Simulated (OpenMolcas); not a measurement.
## BNH3 (SMILES B[NH]): the energy, rung by rung

BNH3 has 5 atoms, charge 0, and is taken as a doublet. As SMILES, `B[NH]`. Geometry: relaxed at PBE0-D4/def2-TZVP.

```xyz
5

B    -0.3108   -0.3701   -0.0916
N     0.5312    0.6552   -0.0198
H    -0.4148   -1.1074    0.8625
H    -0.9641   -0.5731   -1.0819
H     1.2084    1.3217    0.2893
```

Quantity: the energy change with the B1–N2 bond stretched from 1.329 to 2.657 Å, in eV. The values are calculated.

| level | kind | program | value (eV) | CPU time (all runs) |
| --- | --- | --- | --- | --- |
| UHF/STO-3G | Hartree–Fock | OpenMolcas | 4.20 | 3.8 s |
| USVWN5/STO-3G | LDA | OpenMolcas | 7.61 | 10 s |
| UPBE/STO-3G | GGA | OpenMolcas | 6.64 | 12 s |
| UB3LYP/STO-3G | global hybrid | OpenMolcas | 6.24 | 14 s |
| UPBE0/STO-3G | global hybrid | OpenMolcas | 6.30 | 12 s |
| CASPT2(3,3)/STO-3G | multireference | OpenMolcas | 5.34 | 4 s |
| CASSCF(3,3)/STO-3G | multireference | OpenMolcas | ? | 4.2 s |
| MRCI(3,3)/STO-3G | multireference | OpenMolcas | ? | 4.4 s |
| FCI/STO-3G | exact in the basis | OpenMolcas | 5.52 | 27 s |

(1) Estimate the missing values from the other rows.

Answers

(1) As computed at these levels: CASSCF(3,3)/STO-3G: 4.59 eV; MRCI(3,3)/STO-3G: 5.46 eV. The first shape isn't each level's own minimum. The values span 4.20 to 7.61 eV. Spin contamination of the reference (⟨S²⟩ at least 0.1 too high) touches UHF/STO-3G, USVWN5/STO-3G, UPBE/STO-3G, UB3LYP/STO-3G, UPBE0/STO-3G. All rows use very small basis sets, so even the best lies far from the true value. CPU times are rough (shared hosts, several kinds of processor): they show what a rung costs within a factor of a few.

Stretching the B–N bond costs 5.52 eV in the full-CI limit of this basis, and the multireference rows show what that cost consists of. CASSCF, at 4.59 eV, handles near-degeneracy within its active space but misses much of the correlation that favours the compact, bonded structure. CASPT2 recovers most of the shortfall and MRCI nearly all of it, at 5.46 eV. Three active electrons probably cannot describe the σ pair, the N-to-B π donation and the unpaired electron evenly, which leaves much to the correlation treatment outside the active space.

The density functionals all lie above full CI, but the excess is not purely functional error: they include correlation through the density, whereas full CI can recover only what the minimal orbital space allows. Close agreement with full CI here is therefore a fair test for the wavefunction methods, but not for the functionals. Nor is the stretching energy a dissociation energy, since the fragments may still interact at the longer distance and are not shown relaxed.
